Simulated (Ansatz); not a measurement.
## A series in volume scale on Pt

All results are calculated (Ansatz 0.2.0). Free energy against uniform scaling of the volume at fixed shape and fractions; periodic cell, basis, potentials, k mesh and filling as listed.

The cell before it is scaled or strained (space group P6_3/mmc, No. 194):
```
CELL_PARAMETERS angstrom
2.76070 0.00000 0.00000
-1.38030 2.39080 0.00000
0.00000 0.00000 4.79210
ATOMIC_POSITIONS crystal
Pt 0.66667 0.33333 0.75000
Pt 0.33333 0.66667 0.25000
```

Settings of every row: functional PBEsol; dispersion none; potentials all-electron LAPW; k mesh 12x12x6; k shift 0x0x0; occupations fermi dirac; smearing width 0.1 eV; spin none; basis error target 0.002 eV/atom.

Limits: coarse k mesh, up to 40 meV an atom off; no spin-orbit coupling, which can matter with elements this heavy; the cell comes from a prototype or a list of computed structures and needn't be the stable phase.

| row | volume scale | V (Å³/atom) | energy above lowest point (meV/atom) |
| --- | --- | --- | --- |
| 1 | 0.94 | 14.866 | 5.4 |
| 2 | 0.96 | 15.182 | 0 |
| 3 | 0.98 | 15.498 | 6.1 |
| 4 | 1 | 15.815 | 22.2 |
| 5 | 1.02 | 16.131 | 47.1 |
| 6 | 1.04 | 16.447 | ? |
| 7 | 1.06 | 16.763 | 118.9 |

Question: what energy above lowest point should row 6 give?

Worked fit of energy above lowest point. Take u = (V_r/V)^(2/3) − 1 with V_r = 15.656 Å³ an atom, which is twice the finite (Eulerian) strain; such expansions in the strain, on which the Birch-Murnaghan equation of state is built, carry the rest volume and the bulk modulus. The shown rows have u = 0.03512, 0.02071, 0.00679, -0.00671, -0.01973, -0.04452. Least squares give energy above lowest point = 12.94 − 1198.6 × u + 27358 × u² + 18463 × u³ meV/atom; a parabola predicts inner rows, each left out in turn, worse (root mean square 0.36 against 0.034 meV/atom). All shown rows lie on it to the printed digit. Its lowest point lies at u = 0.0214, or V = 15.17 Å³ an atom, and the curvature there gives the bulk modulus at fixed shape and fractions, B = (4/9)(1 + u)² E″(u)/V = 280 GPa. Letting shape and atoms relax would as a rule lower it, by much in layered, chain or molecular crystals. The withheld row has u = -0.03233, so the fit gives 12.94 − 1198.6 × (-0.03233) + 27358 × (-0.03233)² + 18463 × (-0.03233)³ = 79.7 meV/atom.

The calculation gave 79.6 meV/atom. The fit lies 0.1 meV/atom (0.084 % of the column's range) above it, one unit of the last digit.
